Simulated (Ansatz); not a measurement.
zincblende-structured GdO

Level of theory: DFT, HSE06, scalar-relativistic, collinear spin; plane waves to 420 eV with PAW datasets (Ansatz 0.2.0), 8×8×8 k-mesh, Gaussian smearing of 0.05 eV; PAW files: Ansatz's generated set soft_2.

```
CELL_PARAMETERS angstrom
0.00000 2.68087 2.68087
2.68087 0.00000 2.68087
2.68087 2.68087 0.00000
ATOMIC_POSITIONS crystal
Gd 0.00000 0.00000 0.00000
O 0.25000 0.25000 0.25000
```

The start was a prototype's sites filled with these elements; the Crystallography Open Database holds the compound in this structure.

Magnetic state: ferromagnetic, site spin moments Gd 7.03 μB.

The volume is at zero pressure for this level.

The cell has space group F-43m (read at 0.01 Å). In it the stress is 0.00, 0.00, 0.00, 0.00, 0.00, 0.00 GPa and the largest force component 0.000 eV/Å. Each change below starts from this cell, without further relaxation. Stress is in GPa, positive in compression, in the order xx, yy, zz, yz, xz, xy; energies are counted from the cell above and are free energies with the smearing's entropy, which match forces and stress in a metal.

Task: What happens when atom 2 (O) is moved by 0.20 Å along x?

Result: The energy changes by 73.5 meV per cell, and the force on it along the shift is -0.804 eV/Å (−F/u = 4.02 eV/Å²). Stress: 1.22, 1.66, 1.66, -3.10, 0.00, 0.00. Spin moments: Gd 6.97 μB.
```
atom  Fx (eV/Å)     Fy     Fz
 Gd1      0.804  0.000  0.000
  O2     -0.804  0.000  0.000
```
In a harmonic crystal the energy would rise by −½F·u = ½ × 4.02 × 0.20² eV = 80.4 meV, close to the run's value; the rest is anharmonic or numerical.

Task: What stress follows from an engineering strain of -2 % in xz, atoms carried along?

Result: 0.05, 0.03, 0.05, 0.00, 1.32, 0.00 GPa; the energy changes by 3.1 meV per cell.
```
atom  Fx (eV/Å)      Fy     Fz
 Gd1      0.000  -0.057  0.000
  O2      0.000   0.057  0.000
```
The change of the stress over the strain gives a clamped-atom stiffness of about 66 GPa for this component.

Spin–orbit coupling, which matters for such heavy elements, is left out. The run wasn't fully tested for a lower electronic state. Pressures of hybrids are less tightly converged. For a metal under a hybrid functional this mesh is coarse. Site moments are of spin, integrated over atomic spheres. Only parallel moments were tried, so the real magnetic order may be another.

The oxygen sublattice is held by a restoring force, and for small shifts the tetrahedral site symmetry makes this response the same in every direction. The energy lies below the harmonic estimate taken from the final force, which suggests that the bond network stiffens as oxygen nears two of its Gd neighbours. Without an inversion centre, a shift along x couples linearly to yz shear. This explains the large shear stress of -3.10 GPa and, conversely, the y forces under xz strain. Letting the sublattices relax would therefore lower the shear stiffness below the clamped 66 GPa.

The Gd moment reflects a half-filled 4f shell, which is compact and takes little part in bonding, so it hardly changes when oxygen moves. Formal divalence leaves one further valence electron, probably in Gd 5d states, but the site moment alone can't establish its distribution or polarisation. The restoring responses don't show that zincblende is preferred over rocksalt, the usual structure of rare-earth monoxides.
